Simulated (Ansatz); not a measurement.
## Ligand exchange: CH4O + C3H9AlS → CH4S + C3H9AlO

Gas-phase species: CH4O (methanol) `CO`, singlet; C3H9AlS `C[CH2][Al]([CH3])[SH]`, singlet; CH4S `CS`, singlet; C3H9AlO `C[CH2][Al]([CH3])[OH]`, singlet. The partners trade OH for SH: C–OH and Al–SH bonds give way to C–SH and Al–OH.

Shapes, held fixed at every level: PBE0-D4/def2-TZVP. Flexible molecules stand in one conformer, not always the lowest. Programs: Ansatz 0.2.0. The zero-point and thermal change to 298 K, harmonic and unscaled (PBE0-D4/def2-TZVP), is -3.8 kJ/mol.

```csv
level,kind,ΔH(298 K) (kJ/mol),less CCSD(T)/CBS estimate
HF/def2-SVP,Hartree–Fock,-45.2,+19.1
r2SCAN-D4/def2-TZVPP,meta-GGA,-61.4,+2.9
PBE0-D4/def2-TZVPP,global hybrid,-55.3,+9.0
r2SCAN0-D4/def2-TZVPP,global hybrid,-60.4,+3.9
wB97X-V/def2-TZVPP,range-separated hybrid,-61.6,+2.7
CCSD(T)/def2-SVP,coupled cluster or CI,-51.8,+12.5
CCSD(T)/def2-TZVPP,coupled cluster or CI,-63.1,+1.2
CCSD(T)/CBS estimate,coupled cluster or CI,-64.3,0.0
```

The highest level, CCSD(T)/CBS estimate, gives ΔH(298 K) = -64.3 kJ/mol; the levels span -64.3 to -45.2. The column of differences is taken from that level and isn't an error. No measured value is set beside it here. The CBS estimate extrapolates MP2 from def2-TZVPP and def2-QZVPP and adds CCSD(T) − MP2 in the triple-zeta set, cores frozen.

Every level favours moving the hydroxyl group to aluminium and the thiol group to carbon, with a best estimate of -64.3 kJ/mol. The driving force is the oxophilicity of Al(III), a hard, strongly electropositive centre. Replacing sulfur with the smaller, more electronegative oxygen strengthens the bond to aluminium more than the bond to carbon, chiefly through greater ionic character, probably helped by oxygen lone-pair donation into the formally empty Al 3p orbital.

The Hartree–Fock shortfall is not purely missing correlation: CCSD(T) in the same small basis also underestimates the exothermicity, and much of that deficit disappears at triple-zeta quality. This suggests that the small set describes the polar Al–O product less well than the sulfur-bound reactant. Among the functionals, PBE0 is the outlier, whereas r2SCAN and r2SCAN0 nearly agree, so exact exchange alone is unlikely to explain its deviation. The preference applies to isolated monomers; bridging through oxygen or sulfur, common for such aluminium compounds, could alter the balance in condensed phases.
